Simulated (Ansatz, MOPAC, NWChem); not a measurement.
SiF3 (SMILES F[Si](F)F): the highest harmonic wavenumber at each level's own minimum, rung by rung

SiF3, doublet, SMILES `F[Si](F)F`. Each level relaxes the structure for itself.

Quantity: the highest harmonic wavenumber at each level's own minimum, in cm⁻¹. The values are calculated.

| level | kind | program | value (cm⁻¹) |
| --- | --- | --- | --- |
| MNDO | semi-empirical | MOPAC | 1070 |
| PM3 | semi-empirical | MOPAC | 969 |
| MNDOD | semi-empirical | MOPAC | 1046 |
| PM7 | semi-empirical | MOPAC | 1033 |
| UHF/STO-3G | Hartree–Fock | Ansatz | 1010 |
| UHF/3-21G | Hartree–Fock | NWChem | 1062 |
| UHF/6-31G* (Cartesian functions) | Hartree–Fock | Ansatz | 1039 |
| UPBE/def2-SVP | GGA | Ansatz | 925 |
| UB3LYP/6-311G** | global hybrid | NWChem | 934 |
| UB3LYP/6-31G* (Cartesian functions) | global hybrid | Ansatz | 971 |

Harmonic and unscaled. The values span 925 to 1070 cm⁻¹.

The highest mode of SiF3 should be the degenerate antisymmetric Si–F stretch of a pyramidal radical, with the unpaired electron mainly in a silicon-centred hybrid. Its high wavenumber reflects strong, very polar Si–F bonds. All three Hartree–Fock values lie above all three density-functional ones. The cleanest comparison is in 6-31G*, where the stretch falls from 1039 cm⁻¹ with UHF to 971 cm⁻¹ with UB3LYP. Hartree–Fock lacks the correlation that admits Si–F antibonding character, so it typically makes such bonds too short and too stiff.

The basis set matters too: UB3LYP drops to 934 cm⁻¹ in 6-311G**, close to UPBE/def2-SVP at 925 cm⁻¹. The gap between the two functionals therefore can't be assigned to exact exchange alone. Among the semi-empirical methods, only PM3 falls within the density-functional range, which probably reflects its parameterisation rather than a better description of the bond. Agreement on this one stretch says little about the softer bending modes or the pyramidal inversion barrier.
